Vertical gas-phase excitations of C4H7B (SMILES BCC#CC) were computed with PySCF 2.14.0 and density fitting at the PBE0-D3(BJ)/def2-SVP geometry. S1 and its leading orbital pair come from TDDFT, T1 from the Tamm-Dancoff approximation, both with core orbitals frozen in the response. Exact-exchange shares follow the functionals' definitions, rounded to whole per cent.

```
functional      basis  exact exchange, long range (%)  S1 (eV)  f(S1)    leading pair  T1 (eV)
       LDA  def2-SVPD                               0     3.25  0.000    HOMO to LUMO     3.14
       PBE  def2-SVPD                               0     3.37  0.000    HOMO to LUMO     3.23
     B3LYP  def2-SVPD                              20     4.16  0.000    HOMO to LUMO     4.00
 BHandHLYP  def2-SVPD                              50     5.19  0.000    HOMO to LUMO     4.92
 CAM-B3LYP  def2-SVPD                              65     4.94  0.000    HOMO to LUMO     4.68
        HF  def2-SVPD                             100     6.17  0.000  HOMO to LUMO+5     4.80
   LC-wPBE  def2-SVPD                             100     5.60  0.001    HOMO to LUMO     5.12
   wB97X-D  def2-SVPD                             100     5.10  0.000    HOMO to LUMO     4.87
      PBE0   6-31G(d)                              25     4.38  0.000    HOMO to LUMO     4.17
      PBE0   def2-SVP                              25     4.34  0.000    HOMO to LUMO     4.14
      PBE0  def2-SVPD                              25     4.37  0.000    HOMO to LUMO     4.16
      PBE0  def2-TZVP                              25     4.33  0.000    HOMO to LUMO     4.13
```

S1 is the lowest excited singlet of this small borane. LDA and PBE put it near 3.3 eV, whereas an estimate from ionisation and electron attachment puts it near 5 eV. An error of about one and a half electronvolts moves the state from the deep ultraviolet to the edge of the visible. It is the net result of two larger errors of opposite effect: an orbital gap about 6 eV too small, and an attraction of 4 to 5 eV that is left out.

The cause begins with where the electron goes. In every row except HF the excitation leads from the highest occupied orbital (HOMO) to the lowest empty one (LUMO). The PBE0 orbitals show the first mainly on the two carbons of the triple bond and the second mainly on boron, as an empty p orbital. The excitation therefore carries an electron over about 3 Å and leaves a positive hole behind. Such a state is called a charge-transfer state.

Its energy can be estimated without any theory of excited states. Removing an electron costs the ionisation energy IP, placing it on boron returns the electron affinity EA, and the two charges then attract each other across the distance R:

E ≈ IP − EA − e²/R

The distance from boron to the middle of the triple bond is 3.13 Å, and e² is 14.4 eV Å, so the attraction is 14.4/3.13 = 4.60 eV. LDA itself, used only for total energies of the molecule and its ions, gives IP − EA = 9.46 eV. The estimate is then

E ≈ 9.46 − 4.60 = 4.86 eV

while the LDA excitation energy is 3.25 eV. The estimate is rough, because point charges are a crude picture at 3 Å and because the electron affinity is negative, so that its value hangs on the basis set. Setting the affinity to zero would lower the result by only about 0.2 eV, which leaves most of the discrepancy in place.

The first error lies in the orbital energies. The LDA ionisation energy from total energies is 9.22 eV, but the HOMO energy suggests only 5.98 eV. An orbital energy is the slope of the total energy as a fraction of an electron is removed or added. Between whole numbers of electrons the exact energy runs straight, but in LDA and PBE it sags, which makes the HOMO too high and the LUMO too low. Differences between whole numbers of electrons suffer much less: across the functionals other than HF, the ionisation energies from total energies agree within 0.4 eV.

The second error is the absent attraction. In time-dependent density functional theory the orbital gap is only a starting point, which the response of the other electrons must correct. In LDA and PBE this correction acts only where the hole orbital and the electron orbital overlap, and here they hardly do. S1 therefore stays within 0.05 eV of the orbital gap. That coincidence is the clearest warning in the data: two charges 3 Å apart appear not to feel each other.

Exact exchange works on both errors. It opens the gap, and it brings in the attraction between hole and electron in proportion to its share a at their distance, taken here as the long-range share in the table:

S1 ≈ orbital gap − a e²/R

For B3LYP, with a gap of 5.12 eV and a share of 0.20, this gives 5.12 − 0.20 × 4.60 = 4.20 eV, against a computed 4.16 eV. The formula takes its distance from the geometry and has no adjustable constant. Over the eight def2-SVPD rows in which S1 is this kind of state its typical miss is 0.2 eV; the worst is LC-wPBE, where it comes out 0.5 eV too high. A least-squares slope through the same rows, B3LYP included, gives an attraction of 4.8 eV for full exact exchange, close to the point-charge value. Since the attraction is built into these functionals, the agreement supports the assignment of hole and electron to their places, not the accuracy of any functional.

The same formula explains why S1 does not simply follow the exchange column. That column gives the share at long range, which sets the attraction, while the gap also depends on the share at short range. CAM-B3LYP has more exact exchange than BHandHLYP at long range but less at short range. Its gap is only 0.3 eV wider, its attraction about 0.6 eV stronger, and so its S1 lies 0.25 eV lower. A larger percentage in the column is thus no guarantee of a higher excitation energy.

A better basis set does not repair the fault. With PBE0, S1 moves by only 0.05 eV over four basis sets, while the step from PBE to PBE0 in the same basis raises it by 1.00 eV. A quarter of exact exchange still leaves PBE0 about 0.6 eV below its own rough estimate, though about two thirds of that hangs on the uncertain negative electron affinity. For CAM-B3LYP the remaining difference is no larger than the uncertainty of the estimate.

HF looks like the end of the series, but its 6.17 eV belongs to another state. The leading pair now ends in LUMO+5, and S1 lies 1.37 eV above the lowest triplet T1, against at most 0.48 eV in the other rows. Singlets and triplets were computed with slightly different methods, so the comparison is coarse, but the jump is large. A wide separation of this kind suggests that hole and electron share the same region in at least one of the two states; it is no proof, because S1 and T1 need not involve the same orbitals. The charge-transfer state is still present in HF, but as the second singlet: it leads from the HOMO to the boron p orbital, which is now LUMO+1. It lies not far above S1 and well below 7 eV. The formula fits it badly. With the gap between HOMO and LUMO it already gives about 7.3 eV, and with the wider gap to LUMO+1 it would give more still. The state that comes out lowest instead is probably an excitation within the triple bond.

The oscillator strength f(S1), which measures how strongly the state absorbs light, gives no such warning. It is practically zero in all rows, HF included. For the charge-transfer state, symmetry and weak overlap together are the reason. The carbon chain and the BH₂ group lie nearly in one plane, the HOMO lies in that plane, and the boron p orbital stands perpendicular to it. This leaves almost no transition dipole within the plane, and the part perpendicular to the plane is tiny because the two orbitals hardly overlap.

For an excitation within one bond or ring, the same functionals would usually spread much less. Hole and electron are then close together, so the attraction that exact exchange brings in is stronger and largely offsets the wider gap. With donor and acceptor further apart the fault grows: the true energy rises as the attraction e²/R fades, while LDA and PBE stay at their orbital gap. The test begins with where the two orbitals sit, because in LDA and PBE a sound local excitation can also lie close to the gap. If they lie apart, S1 should be well below a sound gap, by roughly e²/R. Comparing the HOMO energy with an ionisation energy from total energies then shows how much the HOMO adds to the error of the gap. The printed analysis below compares S1 with the gap row by row, and the HOMO energy with the ionisation energy for LDA.

The analysis program printed:

```
Orbital gap and S1 (eV):
        row    gap    S1  gap less S1  S1 from gap less share times attraction  S1 less T1
        LDA  3.203  3.25       -0.047                                    3.203        0.11
        PBE  3.333  3.37       -0.037                                    3.333        0.14
      B3LYP  5.116  4.16        0.956                                    4.195        0.16
  BHandHLYP  7.732  5.19        2.542                                     5.43        0.27
  CAM-B3LYP  8.055  4.94        3.115                                    5.062        0.26
         HF  11.87  6.17          5.7                                    7.266        1.37
    LC-wPBE  10.72   5.6        5.125                                    6.121        0.48
    wB97X-D  9.419   5.1        4.319                                    4.815        0.23
       PBE0   5.61  4.38         1.23                                    4.459        0.21
       PBE0  5.555  4.34        1.215                                    4.404         0.2
       PBE0  5.583  4.37        1.213                                    4.432        0.21
       PBE0  5.535  4.33        1.205                                    4.384         0.2
distance boron to middle of triple bond (angstrom): 3.128
point-charge attraction at that distance (eV): 4.604
gap less S1 per full share of exact exchange, least squares, def2-SVPD without HF (eV): 4.769
rms miss of the model for S1, same rows (eV): 0.2329
largest miss of the model for S1, same rows (eV): 0.5209
lowest ionisation energy from total energies, same rows (eV): 9.031
highest ionisation energy from total energies, same rows (eV): 9.389
LDA ionisation energy less minus HOMO (eV): 3.237
LDA ionisation energy less electron affinity (eV): 9.461
LDA shortfall of the orbital gap against that (eV): 6.258
lowest rough limit IP - EA - attraction, five rows with EA (eV): 4.764
highest rough limit IP - EA - attraction, five rows with EA (eV): 5.165
LDA S1 less its rough limit (eV): -1.607
PBE0/def2-SVPD S1 less its rough limit (eV): -0.6019
CAM-B3LYP S1 less its rough limit (eV): -0.2249
spread of S1 over the four PBE0 basis sets (eV): 0.05
BHandHLYP S1 less CAM-B3LYP S1 (eV): 0.25
largest S1 less T1 at def2-SVPD without HF (eV): 0.48
```
